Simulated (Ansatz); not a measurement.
**A substitution series on Ti: NH2 to F**

Gas-phase molecules. On one Ti centre, n of the NH2 ligands are replaced by F. The mean Ti–F bond length y in Å at PBE0-D4/def2-TZVP. The shapes are optimised at that level. Flexible molecules stand in one conformer. Programs: Ansatz 0.2.0.

| molecule | n | y (Å) |
| --- | --- | --- |
| Ti(NH2)3F | 1 | 1.782 |
| Ti(NH2)2F2 | 2 | ? |
| Ti(NH2)F3 | 3 | 1.755 |
| TiF4 | 4 | 1.739 |

Q: Fit y = c + s·n to the known rows and predict Ti(NH2)2F2.

A: 
1. Means of the 3 rows: n = 2.66667, y = 1.7587.
2. Σ(Δn)² = 4.6667, Σ(Δn·Δy) = -0.066333, so the slope is -0.066333/4.6667 = -0.014214.
3. Intercept: 1.7587 − (-0.014214) × 2.66667 = 1.7966. The largest residual of the fit is 0.0011.
4. Ti(NH2)2F2: 1.7966 + (-0.014214) × 2 = 1.768 Å.

The run gave 1.769 Å, so the prediction is off by -0.001 Å, within the largest residual. The steps per swap are -0.013, -0.014, -0.016 Å.

The Ti–F bond shortens with every replacement of NH2 by F, from 1.782 Å in Ti(NH2)3F to 1.739 Å in TiF4. Formally, titanium stays d0 Ti(IV) throughout, so the contraction reflects the other ligands rather than a change of oxidation state. Amide is the stronger π donor, feeding its nitrogen lone pair into the empty Ti 3d orbitals that fluoride also uses. Exchanging it for the more electronegative, more weakly donating fluoride probably leaves the metal more electron-poor, which strengthens both the ionic attraction and the π donation from each remaining fluoride.

The successful interpolation suggests that these ligand effects are nearly additive. The steps do grow slightly towards TiF4, as expected if each lost amide donor matters more when fewer remain, but the differences are too close to the rounding of the bond lengths to establish such cooperativity. Bond lengths alone cannot separate the σ, π and electrostatic contributions; the accompanying change in the Ti–N distances would be a useful test of the competition for the d orbitals.
